When the bonds of boron phosphide are made five per cent longer, the crystal loses about two fifths of its bulk modulus but less than one fifth of its shear modulus. The bulk modulus $K$ measures resistance to a uniform change of volume. The shear modulus $G$ measures resistance to a change of shape at fixed volume. Why does stretching weaken the first so much more than the second, and is the rule good enough to give the properties at a volume whose results are hidden?

Zinc-blende BP at several volumes, computed with Ansatz 0.2.0 using the LDA functional, scalar-relativistic PAW, a plane-wave cutoff of 420 eV and a 10×10×10 k mesh. The moduli and Poisson's ratio are Voigt–Reuss–Hill averages from strains of amplitude 0.002 with the ions relaxed; positive pressure means compression.

| volume (relaxed cell) (Å³/atom) | shortest distance (relaxed cell) (Å) | bulk modulus (GPa) | pressure (GPa) | shear modulus (GPa) | poisson ratio |
| --- | --- | --- | --- | --- | --- |
| 10.699 | 1.908 | 215.90 | 11.000 | 181.80 | 0.171 |
| 11.017 | 1.927 | 194.00 | 5.000 | 175.00 | 0.153 |
| 11.318 | 1.944 | ? | ? | ? | ? |
| 11.329 | 1.945 | 175.10 | -0.200 | 168.70 | 0.135 |
| 11.554 | 1.958 | 162.30 | -3.500 | 164.00 | 0.122 |
| 12.302 | 1.999 | 125.90 | -12.500 | 148.80 | 0.076 |

The five known rows hold the same zinc-blende crystal, from strong compression to strong tension. A negative pressure means that the crystal is being pulled outwards. The shortest distance is the B–P bond length. The shear modulus and Poisson's ratio are averages for a solid made of many randomly oriented grains, so a single crystal pulled along a chosen direction can behave differently.

The difference between the two moduli begins with what each deformation does to the bonds. In zinc blende every atom has four neighbours at the corners of a tetrahedron. Uniform expansion lengthens all bonds equally and leaves all angles as they were, so $K$ tests the stretching stiffness of the bonds. That stiffness is the curvature of the bond's energy, which is large where the atoms are pressed together and shrinks as they move apart.

Shear also bends the angles between bonds, and for the shear coefficient $(C_{11}-C_{12})/2$, which describes stretching along one cube axis while the others shrink, bending is the main resistance. The calculation gives a fall of only 11 % for this coefficient between the smallest and the largest volume, against 42 % for $K$. The other shear coefficient, for shear that changes the angles between the cube axes, also stretches bonds. It falls by more than the first, though still by less than $K$, and $G$ averages over both. The assignment to bending and stretching comes from the standard valence-force picture of tetrahedral crystals. For it to explain the unequal falls, the resistance to bending must fade more slowly with bond length than the resistance to stretching. That is plausible, because the stretching curvature owes much to the steep repulsion between atoms pressed together, but the calculated moduli do not separate the two kinds of force.

Counted in one usual way, more than half of this contrast comes from the load itself. Bonds under tension resist being turned, much as a taut string resists being pushed sideways. In a crystal under pressure $P$, the coefficient that links stress to shear strain contains a direct term $-P$, which lowers it under compression and raises it under tension. This term masks some of the softening on expansion. The bulk modulus contains a smaller term of opposite sign, $+P/3$. With the direct load terms removed, $(C_{11}-C_{12})/2$ falls by 25 % and $K$ by 39 %, so the order survives but the gap is less than half as wide. This split uses the common Lagrangian measure of strain; another measure would divide the effect differently.

For a forecast, the softening of $K$ has to be tied to the pressure. Let $V$ be the volume per atom and $V_r$ the withheld volume, and measure the strain from there by $f=[(V_r/V)^{2/3}-1]/2$. Expanding the energy to third order in $f$ and differentiating with respect to volume gives the Birch–Murnaghan form

$$P=(1+2f)^{5/2}\,(p_0+p_1f+p_2f^2).$$

The bulk modulus, $K=-V\,dP/dV$, has the same form with other coefficients. Fitted to the five known bulk moduli, it has three free coefficients, which leaves little room for a severe test.

The pressures offer a better one. A curve fitted to them alone yields $K$ from its slope, without using any elastic result. It agrees with the known bulk moduli to within 1.2 GPa, which is about one per cent or less. Since both routes rest on the same LDA calculation, this shows that the numbers are consistent with each other, not that they match a real crystal.

The forecast can be followed by hand from the row at 11.329 Å³/atom, which was part of the fits. Going to the withheld volume compresses the crystal by 0.011 Å³/atom and raises the pressure by

$$\Delta P\approx K\,\frac{|\Delta V|}{V}=175.1\times\frac{0.011}{11.329}\approx0.17\ \text{GPa}.$$

The starting pressure, before the table's rounding, is −0.16 GPa, so the load nearly vanishes. Over the whole range $K$ rises by about 3.8 GPa for each GPa of pressure, which adds some 0.6 GPa to the neighbour's value.

The fitted curves lead to the same place. The pressure should be about 0.0 ± 0.1 GPa, practically that of the unloaded LDA crystal. The bulk modulus should be about 175.6 ± 0.6 GPa, just above its close neighbour. A straight line in volume through the five known shear moduli gives 168.9 ± 0.4 GPa. The ranges allow for scatter about the curves, for rounding and, in the case of $K$, for the difference between the two routes.

Poisson's ratio $\nu$, the sideways contraction of a pulled bar divided by its lengthening, then follows from

$$\nu=\frac{3K-2G}{2(3K+G)}.$$

The forecast is 0.136 ± 0.002. The formula also explains the trend in the table: as expansion lowers $K$ faster than $G$, the ratio $K/G$ falls and $\nu$ falls with it. In plain terms, a change of volume has become easier relative to a change of shape, so a pulled bar needs to narrow less.

The withheld rows as computed:

| volume (relaxed cell) (Å³/atom) | shortest distance (relaxed cell) (Å) | bulk modulus (GPa) | pressure (GPa) | shear modulus (GPa) | poisson ratio |
| --- | --- | --- | --- | --- | --- |
| 11.318 | 1.944 | 175.70 | 0.000 | 168.90 | 0.136 |

All four forecasts fall within their ranges. The bulk modulus was forecast 0.07 GPa too low, the shear modulus 0.04 GPa too high and the pressure 0.01 GPa too low. For Poisson's ratio the forecast is 0.0002 too low. The computed moduli and pressures are rounded to a tenth of a GPa, whatever the trailing zeros suggest, and Poisson's ratio to three decimals. Each miss is smaller than one such step and calls for no physical explanation.

The main reason for the success is that a known row lies so close by. The ranges proved generous for so short a step. When each known row is left out of the fit in turn, the root-mean-square miss in $K$ is 0.4 GPa, a figure that includes the end rows, for which the curve has to extrapolate. The full output of the fits follows this text. The hit therefore supports smooth interpolation between these volumes, while the explanation by load, stretching and bending rests on the unequal falls across the whole range and on the theory of tetrahedral bonds.

The steep dependence of $K$ on volume matters most when such a number is put to use. Combining the two relations of the hand estimate gives $\Delta K/K\approx-3.8\,\Delta V/V$: along this LDA curve, a volume one per cent smaller goes with a bulk modulus nearly four per cent larger. LDA commonly gives volumes that are somewhat too small, and this static calculation also leaves out the expansion caused by zero-point motion and heat. Before comparing a calculated bulk modulus with a measured one, therefore, compare the volumes, because a small disagreement there can shift the stiffness by almost four times as large a percentage. The functional may also err in the stiffness at a given volume, and the two errors can add up or partly cancel.

The analysis program printed:

```
fit of pressure on 5 rows: coefficient of g0 -0.01314 +/- 0.012, coefficient of g1 527.6 +/- 0.63, coefficient of g2 -122.2 +/- 37; rms 0.0123, worst 11.017 -0.0207, leave-one-out rms 0.0448
  rows outside the fit (model, value, miss): 11.318 -0.01314, 0, -0.0131
fit of bulk_modulus on 5 rows: coefficient of g0 175.6 +/- 0.099, coefficient of g1 1115 +/- 5.1, coefficient of g2 -1109 +/- 300; rms 0.0988, worst 11.017 0.176, leave-one-out rms 0.433
  rows outside the fit (model, value, miss): 11.318 175.6, 175.7, -0.0691
fit of shear_modulus on 5 rows: constant 168.9 +/- 0.058, coefficient of dv -20.54 +/- 0.11; rms 0.1, worst 10.699 -0.146, leave-one-out rms 0.223
  rows outside the fit (model, value, miss): 11.318 168.9, 168.9, 0.0378
distance of withheld volume from nearest known volume (A^3/atom): 0.011
bulk modulus forecast less fitted value at nearest known volume (GPa): 0.6445
mean rise of bulk modulus per unit pressure over the range: 3.83
largest disagreement of pressure-curve and elastic bulk modulus, known rows (GPa): 1.218
bulk modulus from pressure curve at withheld volume (GPa): 175.9
fall of bulk modulus, smallest to largest volume (%): 41.69
fall of shear modulus, smallest to largest volume (%): 18.15
fall of (C11-C12)/2, smallest to largest volume (%): 10.78
fall of bulk modulus with direct load term removed (%): 38.72
fall of (C11-C12)/2 with direct load term removed (%): 25.28
Poisson ratio forecast at withheld volume: 0.1358
Poisson ratio computed at withheld volume: 0.136
Poisson ratio forecast less computed: -0.0001788
```
